\section*{Exact BGK solution of the Kramers problem}

At process pressures of 1--100 Pa a gas flowing along a wall does not take up the wall velocity. Continuum solvers represent this by a slip condition $u_{\rm slip}=\zeta\,du/dy$. The slip length $\zeta$ is fixed in a layer a few mean free paths thick, the Knudsen layer, where the Navier--Stokes equations fail. The Kramers problem isolates this layer: gas fills the half-space $y>0$ above a plate at rest and is sheared at a constant rate $\dot\gamma=(du/dy)_\infty$ far from it. For the BGK model (Bhatnagar, Gross and Krook, 1954) the problem has an exact solution, obtained by Cercignani (1962) with singular elementary solutions. It is derived here in full.

\subsection*{Premises and units}

(i) The gas is dilute and has one species, of mass $m$, number density $n$, temperature $T$, pressure $p=nk_BT$ and viscosity $\mu$. (ii) Collisions relax the distribution $f$ to the local Maxwellian $f_{\rm loc}$ at a velocity-independent rate $\nu$. (iii) The flow is steady, along $x$, depends on $y$ only and is slow, so that $f$ is linearised. (iv) The wall is flat, impermeable, at temperature $T$, and re-emits every molecule diffusely. The kinetic equation is
\begin{equation}
v_y\,\partial_y f=\nu\,(f_{\rm loc}-f).
\end{equation}
We set $\nu=p/\mu$, a choice verified below, and define
\begin{equation}
v_0=\sqrt{2k_BT/m},\qquad \ell=\frac{v_0}{\nu}=\frac{\mu v_0}{p},\qquad s=\frac{y}{\ell},\qquad \mathbf c=\frac{\mathbf v}{v_0},\qquad \kappa=\frac{\dot\gamma\ell}{v_0}.
\end{equation}
The viscosity-based mean free path is taken as $\lambda=(\mu/p)\sqrt{\pi k_BT/2m}=(\sqrt\pi/2)\,\ell$. Other definitions of $\lambda$ are in use, so a slip coefficient means nothing without its length unit.

\subsection*{Reduction to one velocity variable}

Write $f=f_0(1+h)$ with $f_0=n(\pi v_0^2)^{-3/2}e^{-|\mathbf c|^2}$. To first order $f_{\rm loc}=f_0[1+\delta n/n+2\,\mathbf c\cdot\mathbf u/v_0+(|\mathbf c|^2-\tfrac32)\,\delta T/T]$. The equation and the wall condition do not mix parts of $h$ even and odd in $c_x$. The even part carries $\delta n$, $\delta T$ and $u_y$; nothing drives it, so it vanishes. The odd part has the source $2c_xu/v_0$ and vanishes for molecules leaving the diffuse wall. Any component of it not proportional to $c_x$ obeys a source-free equation with no inflow and is zero. Hence, with $c\equiv c_y$,
\begin{equation}
h=2\kappa\,c_x\,\psi(s,c),\qquad u=\ell\dot\gamma\,q(s),\qquad q(s)=\int_{-\infty}^{\infty}\Psi(c)\,\psi(s,c)\,dc,\qquad \Psi(c)=\frac{e^{-c^2}}{\sqrt\pi},
\end{equation}
where $\pi^{-1}\iint 2c_x^2\,e^{-c_x^2-c_z^2}dc_x\,dc_z=1$ was used. The problem becomes
\begin{equation}
c\,\partial_s\psi+\psi=q(s),\qquad \psi(0,c)=0\ \ (c>0),\qquad dq/ds\to1\ \ (s\to\infty).
\label{eq:problem}
\end{equation}
Since $mnv_0^2=2p$, the momentum flux is $P_{xy}=2p\kappa\int c\,\Psi\psi\,dc$. Integrating \eqref{eq:problem} with weight $\Psi$ shows that it is independent of $s$.

\subsection*{Elementary solutions}

Two polynomial solutions follow by substitution, using $\int\Psi\,dc=1$ and $\int c\Psi\,dc=0$: $\psi=1$ (uniform drift) and $\psi=s-c$ (uniform shear). For the second, $\int c^2\Psi\,dc=\tfrac12$ gives $P_{xy}=-p\kappa=-(p/\nu)\dot\gamma$, which confirms $\mu=p/\nu$.

Decaying solutions have the form $e^{-s/\eta}\phi_\eta(c)$ with $\eta>0$. With the normalisation $\int\Psi\phi_\eta\,dc=1$, Eq.~\eqref{eq:problem} gives $(\eta-c)\phi_\eta=\eta$. Because $\eta$ lies in the range of $c$, the solution is a distribution,
\begin{equation}
\phi_\eta(c)=\eta\,\mathrm{P}\frac{1}{\eta-c}+\frac{\omega(\eta)}{\Psi(\eta)}\,\delta(\eta-c),
\end{equation}
where P denotes the principal value and the normalisation fixes
\begin{equation}
\omega(\eta)=1-\eta\,\mathrm{P}\!\int_{-\infty}^{\infty}\frac{\Psi(c)\,dc}{\eta-c}=1-2\eta\,e^{-\eta^2}\!\int_0^\eta e^{t^2}dt .
\end{equation}
Integrating $(\eta-c)\phi_\eta=\eta$ with weight $\Psi$ gives $\int c\Psi\phi_\eta\,dc=0$: these modes carry velocity but no stress.

The dispersion function, for complex $z$ off the real axis, is
\begin{equation}
\Lambda(z)=1+z\int_{-\infty}^{\infty}\frac{\Psi(c)\,dc}{c-z}=\int_{-\infty}^{\infty}\frac{c^2\,\Psi(c)\,dc}{c^2-z^2}.
\end{equation}
The second form uses the evenness of $\Psi$ and shows three facts. $\Lambda$ is even, with $\Lambda(0)=1$. It has no zeros off the real axis, because $\operatorname{Im}\Lambda$ has the sign of $\operatorname{Im}z^2$, and $\Lambda>0$ for imaginary $z$; a zero would be a further, non-singular exponential mode, so none exists. At infinity, from the moments $\tfrac12$ and $\tfrac34$ of $c^2$ and $c^4$,
\begin{equation}
\Lambda(z)=-\frac{1}{2z^2}\Big(1+\frac{3}{2z^2}+\dots\Big),
\label{eq:Lasym}
\end{equation}
and this double zero corresponds to the two polynomial solutions. The Plemelj formula, $\int g(t)\,dt/(t-\eta\mp i0)=\mathrm{P}\!\int g(t)\,dt/(t-\eta)\pm i\pi g(\eta)$, gives the boundary values
\begin{equation}
\Lambda^\pm(\eta)=\omega(\eta)\pm i\pi\eta\Psi(\eta)=|\Lambda^+|\,e^{\pm i\theta(\eta)} .
\end{equation}
For $\eta>0$ the imaginary part of $\Lambda^+$ is positive, so $0<\theta<\pi$. At small $\eta$, $\theta\simeq\sqrt\pi\,\eta$. At large $\eta$, $\omega\simeq-1/2\eta^2$ dominates the Gaussian, so $\pi-\theta\to0$ with a Gaussian tail.

\subsection*{Wall condition as a Riemann--Hilbert problem}

The far-field condition sets the coefficient of $s-c$ to one and excludes growing modes:
\begin{equation}
\psi=\sigma+s-c+\int_0^\infty A(\eta)\,e^{-s/\eta}\phi_\eta(c)\,d\eta,\qquad
q=s+\sigma+\int_0^\infty A(\eta)\,e^{-s/\eta}d\eta .
\label{eq:expansion}
\end{equation}
The constant $\sigma=\zeta/\ell$ is the slip coefficient, the intercept of the outer profile extrapolated to the wall. The wall condition holds on the half range $c>0$ only:
\begin{equation}
c-\sigma=\mathrm{P}\!\int_0^\infty\frac{\eta A(\eta)}{\eta-c}\,d\eta+\frac{\omega(c)}{\Psi(c)}A(c).
\label{eq:sie}
\end{equation}
Seek $A$ bounded, H\"older continuous and rapidly decaying, and define $N(z)=\int_0^\infty \eta A(\eta)\,d\eta/(\eta-z)$. It is analytic off the cut $[0,\infty)$, bounded at $0$ and $O(1/z)$ at infinity. The principal value in \eqref{eq:sie} is $(N^++N^-)/2$, and $N^+-N^-=2\pi i\,cA$. Multiplying \eqref{eq:sie} by $\Lambda^+-\Lambda^-=2\pi i\,c\Psi$ and using $\omega=(\Lambda^++\Lambda^-)/2$, the cross terms cancel:
\begin{equation}
(c-\sigma)(\Lambda^+-\Lambda^-)=\Lambda^+N^+-\Lambda^-N^- .
\label{eq:jump}
\end{equation}
Thus $M(z)=N(z)-z+\sigma$ obeys $M^+/M^-=e^{-2i\theta}$ on the cut. A function with the inverse jump is
\begin{equation}
X(z)=\frac{e^{V(z)}}{z},\qquad V(z)=\frac1\pi\int_0^\infty\frac{\pi-\theta(t)}{z-t}\,dt ,
\end{equation}
because the Plemelj formula gives $V^+-V^-=2i(\theta-\pi)$ and so $X^+/X^-=e^{2i\theta}$. Near $z=0$ the constant $\pi$ in the numerator contributes $-\int_0^1dt/(t-z)=\ln(-z)-\ln(1-z)$, and the rest is bounded because $\theta(0)=0$. The factor $1/z$ cancels the resulting zero of $e^V$, so $X(0)$ is finite and non-zero. On the negative axis $V$ is real and $X<0$. At infinity
\begin{equation}
V=\frac{V_1}{z}+\frac{V_2}{z^2}+\dots,\qquad V_k=\frac1\pi\int_0^\infty t^{k-1}\,[\pi-\theta(t)]\,dt .
\end{equation}
The product $XM$ has no jump, is bounded at the origin and tends to $-1$ at infinity. By Liouville's theorem $XM=-1$ everywhere, so
\begin{equation}
N(z)=z-\sigma-\frac{1}{X(z)}=(V_1-\sigma)+\frac{V_2-V_1^2/2}{z}+O(z^{-2}),
\label{eq:N}
\end{equation}
where $1/X=ze^{-V}=z-V_1+(V_1^2/2-V_2)/z+\dots$ was inserted. Since $N$ must vanish at infinity,
\begin{equation}
\sigma=\frac1\pi\int_0^\infty[\pi-\theta(t)]\,dt=1.01619,\qquad \zeta=\sigma\ell=\frac{2\sigma}{\sqrt\pi}\,\lambda=1.1466\,\lambda .
\end{equation}
The integrand is smooth, falls from $\pi$ to zero, and is summed by any standard quadrature.

\subsection*{Factorisation, completeness and uniqueness}

Consider $\Lambda(z)/[X(z)X(-z)]$. On the positive axis the jump of $X(z)$ cancels that of $\Lambda$. On the negative axis, at $z=-c$, the jump ratio of $\Lambda$ is $e^{-2i\theta(c)}$, and so is that of $X(-z)$, whose argument approaches the cut from below when $z$ approaches from above. The quotient is therefore entire and, by \eqref{eq:Lasym} and $X\simeq1/z$, tends to $\tfrac12$:
\begin{equation}
X(z)\,X(-z)=2\Lambda(z).
\label{eq:fact}
\end{equation}
At $z=0$ this gives $X(0)=-\sqrt2$. At large $z$ the left side is $-z^{-2}(1+2V_2/z^2+\dots)$, and comparison with \eqref{eq:Lasym} gives $V_2=\tfrac34$.

The same steps prove half-range completeness. Let a H\"older-continuous $g(c)$ of at most polynomial growth be expanded on $c>0$ as $a_0+\int_0^\infty A\phi_\eta\,d\eta$. Equation \eqref{eq:jump} then holds with $g-a_0$ in place of $c-\sigma$. By \eqref{eq:fact}, $X^\pm/\Lambda^\pm=2/X(-c)$, so $X^+N^+-X^-N^-=2\pi i\,w\,(g-a_0)$ with $w(c)=2c\Psi(c)/X(-c)$, and $XN=\int_0^\infty w\,(g-a_0)\,dc/(c-z)$. Since $XN=O(z^{-2})$, the condition $\int_0^\infty w\,(g-a_0)\,dc=0$ must hold. It fixes $a_0$ uniquely because $w$ has one sign, and $A$ follows from the jump of $N$. The constant and the decaying modes thus represent any such inflow, with no freedom left.

No other solution of \eqref{eq:problem} approaches the outer form $s-c+\text{const}$. The difference $\delta$ of two such solutions has zero inflow and tends to a constant. With $J(s)=\tfrac12\int c\Psi\delta^2dc$, the equation gives $dJ/ds=(\int\Psi\delta\,dc)^2-\int\Psi\delta^2dc\le0$ by the Cauchy--Schwarz inequality. Also $J(0)\le0$, since only $c<0$ contributes, and $J(\infty)=0$. A non-increasing $J$ must then vanish identically. Equality in Cauchy--Schwarz makes $\delta$ independent of $c$, the equation makes it independent of $s$, and the wall condition makes it zero.

\subsection*{Velocity profile}

The jump of \eqref{eq:N} is $2\pi i\,\eta A=1/X^--1/X^+$. Inserting $1/X^\pm(\eta)=X(-\eta)/2\Lambda^\pm(\eta)$ gives $A=X(-\eta)\Psi/2|\Lambda^+|^2$, which is negative and has the properties assumed. With $a=-A$,
\begin{equation}
u(y)=\dot\gamma\,\big[\,y+\sigma\ell-\ell\,D(y/\ell)\big],\qquad D(s)=\int_0^\infty a(\eta)\,e^{-s/\eta}d\eta,
\label{eq:result}
\end{equation}
\begin{equation}
a(\eta)=\frac{e^{-\eta^2}}{2\sqrt\pi\,\eta\,\big[\omega^2(\eta)+\pi\eta^2e^{-2\eta^2}\big]}\exp\!\Big[-\frac1\pi\int_0^\infty\frac{\pi-\theta(t)}{t+\eta}\,dt\Big].
\end{equation}
The velocity defect $D$ is positive and decreases monotonically, so the true profile lies everywhere below the slip-corrected straight line.

\emph{Wall velocity.} From \eqref{eq:expansion}, $q(0)=\sigma+\int A\,d\eta=\sigma+N(0)=-1/X(0)$, that is
\begin{equation}
u(0)=\frac{\ell\dot\gamma}{\sqrt2}=0.7071\,\ell\dot\gamma,\qquad D(0)=\sigma-\frac1{\sqrt2}=0.3091 .
\end{equation}
The slip velocity $\sigma\ell\dot\gamma$ used in a continuum solver is an extrapolation and exceeds the mean velocity of the gas at the wall.

\emph{Decay.} Quadrature gives $D(1)=0.072$ and $D(3)=0.015$. At large $\eta$, $|\Lambda^+|^2\simeq1/4\eta^4$ and $a\simeq2\eta^3\Psi$. The exponent $\eta^2+s/\eta$ is smallest at $\eta=(s/2)^{1/3}$, so $D$ falls as $\exp[-3(s/2)^{2/3}]$ times a power of $s$. This is slower than any simple exponential, because in this model fast molecules fly farther.

\emph{Flow deficit.} Since $\int_0^\infty e^{-s/\eta}ds=\eta$ and $N\simeq z^{-1}\int\eta a\,d\eta$, Eq.~\eqref{eq:N} gives
\begin{equation}
\int_0^\infty D\,ds=V_2-\tfrac12V_1^2=\tfrac34-\tfrac12\sigma^2=0.2337 .
\end{equation}
A slip solution overstates the volume flow per unit width by $0.2337\,\ell^2\dot\gamma$, a term of second order in $\ell$.

\emph{Singularity at the wall.} The weight does not vanish at the origin: $a(0)=\sqrt2\,\Psi(0)/2=1/\sqrt{2\pi}=0.3989$, and $\theta\simeq\sqrt\pi\,t$ implies $a(\eta)-a(0)=O(\eta\ln\eta)$. In $dD/ds=-\int_0^\infty a\,e^{-s/\eta}d\eta/\eta$, subtract $a(0)$ on $0<\eta<1$. The remainder stays finite as $s\to0$. The subtracted term is $-a(0)E_1(s)$, as the substitution $t=s/\eta$ shows, and the exponential integral is $E_1(s)=\int_s^\infty e^{-t}dt/t=-\ln s+O(1)$. Integrating,
\begin{equation}
u(y)=\dot\gamma\Big[\frac{\ell}{\sqrt2}-\frac{y}{\sqrt{2\pi}}\ln\frac{y}{\ell}+O(y)\Big]\qquad(y\ll\ell).
\end{equation}
The velocity is finite, but its gradient grows by $a(0)\ln10=0.92$ in units of $\dot\gamma$ for each decade of approach to the wall, while the stress stays at $\mu\dot\gamma$. No finite local viscosity describes this. The cause is the molecules that leave the wall at grazing angle without drift: those with $c\gtrsim s$ reach height $s$ before colliding and those with $c\lesssim s$ have already acquired the drift, so the change of $\psi$ at the wall from a finite value at $c<0$ to zero at $c>0$ is spread over a range of $c$ that shrinks with $s$.

\emph{Molecules arriving at the wall.} For negative velocity the modes are regular, and \eqref{eq:expansion} gives $\psi(0,-c)=\sigma+c+N(-c)=-1/X(-c)$ for $c>0$. The wall stress requires $\int_0^\infty c\Psi\,\psi(0,-c)\,dc=\tfrac12$. Maxwell's estimate drops $N$, taking the arriving molecules from the outer solution. If a fraction $\alpha$ is re-emitted diffusely and the rest specularly, so that $\psi(0,c)=(1-\alpha)\psi(0,-c)$, this balance reads $\alpha[\sigma_M/2\sqrt\pi+\tfrac14]=\tfrac12$, or
\begin{equation}
\sigma_M=\frac{\sqrt\pi}{2}\,\frac{2-\alpha}{\alpha}.
\label{eq:maxwell}
\end{equation}
For $\alpha=1$ this is $\sigma_M=0.8862$, i.e.\ $\zeta=\lambda$, which is 13 per cent below the exact BGK value.

\subsection*{Range of validity}

\begin{itemize}
\item \emph{Linearity.} Neglected terms, such as viscous heating and normal-stress differences, are of second order in $\kappa$ and $u/v_0$. Both must be small across the region considered.
\item \emph{Half-space.} Gap, radius of curvature and streamwise scale must exceed $\ell$ by roughly a factor of ten or more, so that the layers of opposite walls do not overlap and the outer shear is uniform across the layer. In pressure-driven flow the outer profile is curved and second-order slip terms enter. In transition flow, with gaps of order $\ell$, a slip length no longer describes the flow.
\item \emph{Collision model.} One rate $\nu$ is matched to $\mu$. The model then has Prandtl number one, which does not enter isothermal shear. Rotational energy of a diatomic gas is a scalar and, like $\delta T$, is not driven at first order. The numbers $\sigma$, $1/\sqrt2$ and the far tail belong to BGK and change for a velocity-dependent collision rate.
\item \emph{Wall.} The closed form rests on diffuse re-emission; for $\alpha<1$ the wall condition couples $c$ to $-c$ and the Liouville argument above does not apply. Roughness must be small against $\ell$, and the $y\ln y$ law has meaning only above the roughness scale. A temperature gradient along the wall adds thermal creep, which is not treated here.
\end{itemize}

\subsection*{Illustration: N$_2$ at 10 Pa over a steel plate}

The inputs are $p=10$ Pa, $T=300$ K ($k_BT=0.02585$ eV), $m=28.01$ u and a typical viscosity $\mu\approx1.79\times10^{-5}$ Pa\,s, which is independent of pressure in a dilute gas. Unrounded intermediate values are carried. Then $n=2.41\times10^{21}$ m$^{-3}$, and the mean spacing $n^{-1/3}=74.5$ nm is large against a typical molecular diameter of about 0.37 nm, so the gas is dilute. Further,
\begin{equation}
v_0=422.0\ \text{m/s},\quad \nu=5.59\times10^{5}\ \text{s}^{-1},\quad \ell=7.55\times10^{5}\ \text{nm},\quad \lambda=6.69\times10^{5}\ \text{nm},
\end{equation}
and the model's slip length is $\zeta=\sigma\ell=7.68\times10^{5}$ nm. An assumed roughness of up to $10^3$ nm is far below $\ell$.

For an assumed shear rate $\dot\gamma=100$ s$^{-1}$, $\kappa=\dot\gamma/\nu=1.79\times10^{-4}$, so the linearisation is safe, and the wall stress is $\mu\dot\gamma=1.79\times10^{-3}$ Pa. The slip velocity is $\zeta\dot\gamma=7.68$ cm/s, while the gas at the wall moves at $\ell\dot\gamma/\sqrt2=5.34$ cm/s. Take a second plate at $H=2\times10^{7}$ nm, so $H/\ell=26.5$, sliding at speed $U$. The two layers are separate, each adds $\zeta\dot\gamma$, and $U=\dot\gamma\,(H+2\zeta)$. The drag is the no-slip value $\mu U/H$ times $H/(H+2\zeta)=0.929$.

These figures are the model's, not those of nitrogen on steel. As typical knowledge and not as a measurement, more realistic collision models shift $\sigma$ by a few per cent, and the tangential accommodation of N$_2$ on technical steel lies roughly between 0.8 and 1. The factor $(2-\alpha)/\alpha$ in \eqref{eq:maxwell} is 1.22 at $\alpha=0.9$ and 1.50 at $\alpha=0.8$. The diffuse-wall slip length is therefore close to typical for rough or gas-covered steel and too short for smooth, clean steel, where the actual length may be larger by a factor up to about 1.5. At $\alpha=0.9$ the wall effect already exceeds the 13 per cent that separates Maxwell's estimate from the exact solution, so for a real plate the state of the surface, not the kinetic calculation, limits how well $\zeta$ is known.